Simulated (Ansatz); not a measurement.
SrSn₂As₂: the change of pressure and energy above lowest point with volume scale

Free energy against uniform scaling of the volume at fixed shape and fractions; periodic cell, basis, potentials, k mesh and filling as listed. The results are calculated, by Ansatz 0.2.0.

The cell before it is scaled or strained (space group R-3m, No. 166):
```
CELL_PARAMETERS angstrom
2.10200 1.21360 8.90870
-2.10200 1.21360 8.90870
0.00000 -2.42720 8.90870
ATOMIC_POSITIONS crystal
Sr 0.00000 0.00000 0.00000
Sn 0.20860 0.20860 0.20860
Sn 0.79140 0.79140 0.79140
As 0.40736 0.40736 0.40736
As 0.59264 0.59264 0.59264
```

Settings of every row: functional PBEsol; dispersion none; potentials PAW; wave cutoff 500 eV; density cutoff 2000 eV; k mesh 5x5x5; k shift 0x0x0; occupations fermi dirac; smearing width 0.1 eV; spin none.

Limits: coarse k mesh, up to 40 meV an atom off.

| row | volume scale | V (Å³/atom) | pressure (GPa) | energy above lowest point (meV/atom) |
| --- | --- | --- | --- | --- |
| 1 | 0.88 | 23.999 | 8.5 | 74.2 |
| 2 | 0.92 | 25.089 | ? | ? |
| 3 | 0.96 | 26.18 | 2.03 | 5.6 |
| 4 | 1 | 27.271 | -0.29 | 0 |
| 5 | 1.04 | 28.362 | -2.17 | 8.6 |
| 6 | 1.08 | 29.453 | -3.68 | 28.7 |
| 7 | 1.12 | 30.544 | -4.89 | 58 |

Question: what pressure and energy above lowest point should row 2 give?

Worked fit of pressure. Take u = (V_r/V)^(2/3) − 1 with V_r = 27.816 Å³ an atom, which is twice the finite (Eulerian) strain; such expansions in the strain, on which the Birch-Murnaghan equation of state is built, carry the rest volume and the bulk modulus. The shown rows have u = 0.1034, 0.04124, 0.01328, -0.01288, -0.03741, -0.06047. Least squares give pressure = −1.281 + 71.571 × u + 206.05 × u² + 160.4 × u³ GPa; a parabola predicts inner rows, each left out in turn, worse (root mean square 0.027 against 0.0062 GPa). All shown rows lie on it to the printed digit. The pressure vanishes at u = 0.0171, or V = 27.12 Å³ an atom, and there the bulk modulus at fixed shape and fractions is B = −V dP/dV = (2/3)(1 + u) dP/du = 53.4 GPa. Letting shape and atoms relax would as a rule lower it, by much in layered, chain or molecular crystals. The withheld row has u = 0.07121, so the fit gives −1.281 + 71.571 × (0.07121) + 206.05 × (0.07121)² + 160.4 × (0.07121)³ = 4.92 GPa.

The calculation gave 4.92 GPa. The fit meets it to the printed digit.

Worked fit of energy above lowest point. Take u = (V_r/V)^(2/3) − 1 with V_r = 27.816 Å³ an atom, which is twice the finite (Eulerian) strain; such expansions in the strain, on which the Birch-Murnaghan equation of state is built, carry the rest volume and the bulk modulus. The shown rows have u = 0.1034, 0.04124, 0.01328, -0.01288, -0.03741, -0.06047. Least squares give energy above lowest point = 2.71 − 333.76 × u + 9718.1 × u² + 1903 × u³ meV/atom; a parabola predicts inner rows, each left out in turn, worse (root mean square 0.31 against 0.017 meV/atom). All shown rows lie on it to the printed digit. Its lowest point lies at u = 0.0171, or V = 27.12 Å³ an atom, and the curvature there gives the bulk modulus at fixed shape and fractions, B = (4/9)(1 + u)² E″(u)/V = 53.3 GPa. Letting shape and atoms relax would as a rule lower it, by much in layered, chain or molecular crystals. The withheld row has u = 0.07121, so the fit gives 2.71 − 333.76 × (0.07121) + 9718.1 × (0.07121)² + 1903 × (0.07121)³ = 28.9 meV/atom.

The calculation gave 29 meV/atom. The fit lies 0.1 meV/atom (0.13 % of the column's range) below it, one unit of the last digit.
